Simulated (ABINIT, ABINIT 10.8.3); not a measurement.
# Lattice constant of bcc niobium with LDA, PBEsol and PBE

## Reference data

The reference is the cubic lattice constant of unimplanted niobium, a = 3.301 Å, obtained by X-ray diffraction on a rolled foil annealed at 800 °C ("Mössbauer and X-ray Studies of Radiation-Induced Processes in Nb–Zr Alloys Implanted with 57Fe Ions", 2023, PubMed Central 10220652). No uncertainty or temperature is given with the value; we take it to be a room-temperature one. Niobium readily dissolves oxygen, nitrogen and hydrogen, all of which expand the lattice, so the purity of a foil matters in principle.

A second value, 3.296 Å, is a literature value for bulk niobium cited in "On the preparation and electronic properties of clean superconducting Nb(110) surfaces" (2019, arXiv:1906.07796), with neither method nor temperature given. It is smaller by 0.005 Å, which would suit a colder crystal, but we cannot establish that this is the reason.

| compared with | measured | source's wording or label | method |
| --- | --- | --- | --- |
| a (Å) | 3.301 | cubic a of unimplanted Nb | X-ray diffraction * |
| a (Å) | 3.296 | cubic lattice constant | method not stated |

Where a quantity has several values, deviations refer to the one marked *.

Conditions are those given with the value in the passage it was taken from; "not stated" means there, and the paper may say more elsewhere.

## Method

We look for the cheapest level of theory that gives the lattice constant of bcc niobium within 0.5 % of the diffraction value, that is, within about 0.017 Å. This is a choice of the study: it is tight enough to expose the usual error of a poorly suited functional, which is of the order of one per cent in length, and it leaves room for what a static calculation omits. Thermal expansion up to room temperature and zero-point motion together should enlarge the lattice of this stiff, heavy metal by roughly 0.1 to 0.2 %, so a perfect static result would lie slightly below the measured one.

The model is the one-atom primitive cell, nonmagnetic, with its volume relaxed in the bcc space group. Only one length is free, so each run is small, and the effort goes into the functional and the sampling of the Fermi surface. We begin with LDA and move to gradient-corrected functionals if it misses. We also examine how far the k mesh, the plane-wave cutoff and the potential can move the lattice constant.

System: Nb (niobium), bcc; Im-3m (No. 229), 1 atom in the primitive cell; the database structure is a diffraction structure: a = 3.301 Å; structure from the Crystallography Open Database.

## 1. LDA as the starting point

LDA is the simplest functional and sets the lower end of the scale. A 12×12×12 mesh with modest smearing is a sensible beginning for a metal with one atom per cell. We expect the lattice to come out too small by one to two per cent, which would miss the target.

**Run 1.** ABINIT 10.8.3: LDA, JTH PAW datasets, cell and atoms relaxed from the database structure, cutoff 20 Ha, 12x12x12 k mesh, Gaussian smearing 0.1 eV.

Key lines of the input:
```
# potential files: JTH PAW datasets, made for LDA
ecut 20
pawecutdg 40
ecutsm 0.5
dilatmx 1.06
optcell 2
ionmov 2
ntime 50
ngkpt 12 12 12
shiftk 0.0 0.0 0.0
occopt 7
tsmear 0.1 eV
nband 12
nstep 80
tolvrs 1.0d-10
pseudos "Nb.xml"
ntypat 1
znucl 41
natom 1
typat 1
# ... acell, rprim, xred
```

Command:
```
OMP_NUM_THREADS=1 mpirun -n 4 abinit run.abi > run.log
```

Selected lines of the output:
```
 At Broyd/MD step   4, gradients are converged :
-Cartesian components of stress tensor (GPa)         [Pressure= -3.4209E-03 GPa]
```

Converged; 19 s on 4 cores of Arm Neoverse V1, shared host.

| quantity | run 1 | measured | deviation |
| --- | --- | --- | --- |
| a (Å) | 3.249 | 3.301 | −0.052 (−1.6 %) |
| conventional cell volume (Å³) | 34.29 |  |  |
| final pressure (GPa) | −0.003421 |  |  |

LDA gives a lattice constant 1.6 % below the diffraction value, inside the range we had expected and well outside the target. Thermal and zero-point expansion would account for only a small part of the 0.052 Å. The relaxation converged in a few steps, and the small pressure left at its end shows that the cell sits at the minimum for these settings.

## 2. Adding the density gradient with PBE

The next step is a gradient-corrected functional, with cutoff, mesh and smearing kept as they were. PBE generally lengthens bonds relative to LDA, and in many transition metals it ends slightly above experiment. We expect it to remove most of the deficit, perhaps with a small overshoot. With one atom in the cell the added cost should be slight.

**Run 2.** ABINIT 10.8.3: PBE, JTH PAW datasets, cell and atoms relaxed from the database structure, cutoff 20 Ha, 12x12x12 k mesh, Gaussian smearing 0.1 eV.

Key lines of the input, as changed from run 1:
```diff
- # potential files: JTH PAW datasets, made for LDA
+ # potential files: JTH PAW datasets, made for PBE
```

Command:
```
OMP_NUM_THREADS=1 mpirun -n 8 abinit run.abi > run.log
```

Selected lines of the output:
```
 At Broyd/MD step   3, gradients are converged :
-Cartesian components of stress tensor (GPa)         [Pressure=  1.8360E-03 GPa]
```

Converged; 17 s on 8 cores of Intel Xeon at 2.70GHz, shared host.

| quantity | run 2 | measured | deviation |
| --- | --- | --- | --- |
| a (Å) | 3.309 | 3.301 | +0.008 (+0.2 %) |
| conventional cell volume (Å³) | 36.23 |  |  |
| final pressure (GPa) | 0.001836 |  |  |

PBE lengthens the lattice constant by 0.060 Å relative to LDA and ends 0.2 % above the diffraction value, inside the target. The change of functional has removed the LDA deficit and left the small overshoot we had thought possible. So far this rests on a single mesh, cutoff and set of potentials.

## 3. PBEsol for comparison and for later tests

PBEsol is a gradient correction of the same form as PBE, adjusted for solids, and should cost about the same. We run it at identical settings and with the PBE datasets, for two reasons: to see whether it comes closer than PBE, and to have a base from which to vary mesh and cutoff. Such tests count strictly for PBEsol only, but the datasets and the metal are the same, so they will also indicate how sensitive the PBE result is likely to be. We expect a lattice constant between those of LDA and PBE, and therefore probably below experiment.

**Run 3.** ABINIT 10.8.3: PBEsol, JTH PAW datasets, cell and atoms relaxed from the database structure, cutoff 20 Ha, 12x12x12 k mesh, Gaussian smearing 0.1 eV; PBE datasets.

Key lines of the input, as changed from run 2:
```diff
+ ixc -116133
```

Selected lines of the output:
```
 At Broyd/MD step   4, gradients are converged :
-Cartesian components of stress tensor (GPa)         [Pressure= -7.5778E-04 GPa]
            acell      5.3553848635E+00  5.3553848635E+00  5.3553848635E+00 Bohr
```

Converged; 19 s on 4 cores of Arm Neoverse V1, shared host.

| quantity | run 3 | measured | deviation |
| --- | --- | --- | --- |
| a (Å) | 3.272 | 3.301 | −0.029 (−0.9 %) |
| conventional cell volume (Å³) | 35.04 |  |  |
| final pressure (GPa) | −0.000758 |  |  |

PBEsol falls between LDA and PBE, as expected, but at 0.9 % below the diffraction value it misses the target. The missing thermal and zero-point expansion has the right sign to narrow this gap, though at our rough estimate of 0.1 to 0.2 % it is too small to close it. PBE remains the only one of the three functionals inside the target. Its run used more core time than the other two, but on a different machine and with more cores, so these times do not rank the functionals by cost.

## 4. A denser mesh and a higher cutoff

Before accepting PBE we need to know how far the numerical settings can move the lattice constant. From the PBEsol base we change one setting at a time: first the k mesh, to 16×16×16, because niobium has a complicated Fermi surface, and then the plane-wave cutoff, to 26 Ha. PBE has roughly 0.009 Å to spare before it would leave the target on the upper side, so shifts of a few thousandths of an ångström would already matter. We expect smaller ones.

**Run 4.** ABINIT 10.8.3: PBEsol, JTH PAW datasets, cell and atoms relaxed from the database structure, cutoff 20 Ha, 16x16x16 k mesh, Gaussian smearing 0.1 eV; PBE datasets.

Key lines of the input, as changed from run 3:
```diff
- ngkpt 12 12 12
+ ngkpt 16 16 16
```

Selected lines of the output:
```
            acell      5.3528231325E+00  5.3528231325E+00  5.3528231325E+00 Bohr
```

Converged; 31 s on 8 cores of Intel Xeon at 2.70GHz, shared host.

**Run 5.** ABINIT 10.8.3: PBEsol, JTH PAW datasets, cell and atoms relaxed from the database structure, cutoff 26 Ha, 12x12x12 k mesh, Gaussian smearing 0.1 eV; PBE datasets.

Key lines of the input, as changed from run 3:
```diff
- ecut 20
- pawecutdg 40
+ ecut 26
+ pawecutdg 52
```

Selected lines of the output:
```
            acell      5.3545796407E+00  5.3545796407E+00  5.3545796407E+00 Bohr
```

Converged; took 22 s.

| quantity | run 4 | run 5 | measured |
| --- | --- | --- | --- |
| a (Å) | 3.271 | 3.272 | 3.301 |
| conventional cell volume (Å³) | 34.99 | 35.03 |  |
| final pressure (GPa) | −0.000933 | −0.000917 |  |

Both changes shorten the PBEsol lattice constant slightly. The denser mesh takes off between 0.001 and 0.002 Å and the higher cutoff less than 0.001 Å, so neither accounts for the PBEsol deficit of 0.029 Å. The shifts are also several times smaller than the room PBE has within the target. That is indirect support for the PBE result, since mesh and cutoff were varied only with PBEsol.

## 5. PBEsol with norm-conserving potentials

The PBEsol runs used PAW datasets generated for PBE, an inconsistency that could contribute to the miss. We therefore repeat the relaxation with PseudoDojo norm-conserving potentials at a cutoff of 41 Ha. The 8×8×8 mesh is coarser than before, so a difference of a few thousandths of an ångström could come from the sampling as well as from the potential. If the functional is the cause of the deficit, the lattice constant should stay near 3.27 Å.

**Run 6.** ABINIT 10.8.3: PBEsol, PseudoDojo norm-conserving potentials, cell and atoms relaxed from the database structure, cutoff 41 Ha, 8x8x8 k mesh, Gaussian smearing 0.1 eV.

Key lines of the input:
```
# potential files: PseudoDojo norm-conserving potentials, made for PBEsol
ecut 41
ecutsm 0.5
dilatmx 1.06
optcell 2
ionmov 2
ntime 50
ngkpt 8 8 8
shiftk 0.0 0.0 0.0
occopt 7
tsmear 0.1 eV
nband 12
nstep 80
tolvrs 1.0d-10
pseudos "Nb.upf"
ntypat 1
znucl 41
natom 1
typat 1
# ... acell, rprim, xred
```

Selected lines of the output:
```
            acell      5.3631741171E+00  5.3631741171E+00  5.3631741171E+00 Bohr
```

Converged; took 14 s.

| quantity | run 6 | measured | deviation |
| --- | --- | --- | --- |
| a (Å) | 3.277 | 3.301 | −0.024 (−0.7 %) |
| conventional cell volume (Å³) | 35.19 |  |  |
| final pressure (GPa) | −0.000455 |  |  |

With the norm-conserving potentials, made for PBEsol, the lattice constant is 3.277 Å, about 0.005 Å longer than in the first PBEsol run but still 0.7 % below the diffraction value. PBEsol therefore misses the target with both kinds of potential, and the use of PBE datasets does not explain the bulk of its deficit. Potential and mesh changed together here, so we cannot say how much of the 0.005 Å belongs to either.

This difference is larger than the shifts found for mesh and cutoff, and it would take up about half of the room that PBE has to spare. It was found for PBEsol and cannot simply be carried over to PBE. We end the work here, with PBE inside the target.

## Comparison with experiment

| run | settings | a (Å) | deviation | cost |
| --- | --- | --- | --- | --- |
| 1 | LDA, JTH PAW datasets, cutoff 20 Ha, 12x12x12 k mesh | 3.249 | −0.052 (−1.6 %) | 74 core-s |
| 2 | PBE, JTH PAW datasets, cutoff 20 Ha, 12x12x12 k mesh | 3.309 | +0.008 (+0.2 %) | 2.2 core-min |
| 3 | PBEsol, JTH PAW datasets, cutoff 20 Ha, 12x12x12 k mesh, PBE datasets | 3.272 | −0.029 (−0.9 %) | 77 core-s |
| 4 | PBEsol, 16x16x16 mesh, PBE datasets | 3.271 | −0.030 (−0.9 %) | 4.2 core-min |
| 5 | PBEsol, cutoff 26 Ha, PBE datasets | 3.272 | −0.029 (−0.9 %) | 2.9 core-min |
| 6 | PBEsol, PseudoDojo, cutoff 41 Ha, 8x8x8 mesh | 3.277 | −0.024 (−0.7 %) | 1.9 core-min |
|  | measured | 3.301 |  |  |

## Discussion

PBE meets the target: its lattice constant of 3.309 Å lies 0.2 % above the diffraction value of 3.301 Å, at a cost of 2.2 core-minutes. It also stays within 0.5 % of the smaller literature value, 3.296 Å. LDA misses by 1.6 %, and PBEsol by 0.7 to 0.9 % depending on potential and settings.

The PBE agreement is somewhat flattering. The calculation leaves out thermal and zero-point expansion, which we put at roughly 0.1 to 0.2 %. Adding it would raise the PBE excess to about 0.3 or 0.4 %, still inside the target but with less room. The same allowance would reduce the LDA and PBEsol deficits; it would leave LDA far outside and bring PBEsol with norm-conserving potentials close to the limit. Dissolved oxygen, nitrogen or hydrogen in the foil would have enlarged the measured cell, so a purer sample could only increase the PBE excess. We have no measure of that effect.

The step from LDA to PBE decided the outcome. The mesh and cutoff tests moved the PBEsol result by less than 0.002 Å, but they were made on a functional that misses the target and support PBE only indirectly. A PBE run with a second potential on a dense mesh would have been the more useful check, and it was not done.

[Logs are printed without paths, hosts, clocks, repeated set-up lines and the standing remarks that a program may print on its own settings, such as how far it seeks lower states.]

[The runs shown are a pick from a larger set of finished runs; failed, doubtful and other runs were left out of it ahead of writing. So were measured values far from every level or from commonly accepted values, and agreement can look better than it is. Lines of input and output are excerpts and may be shortened.]
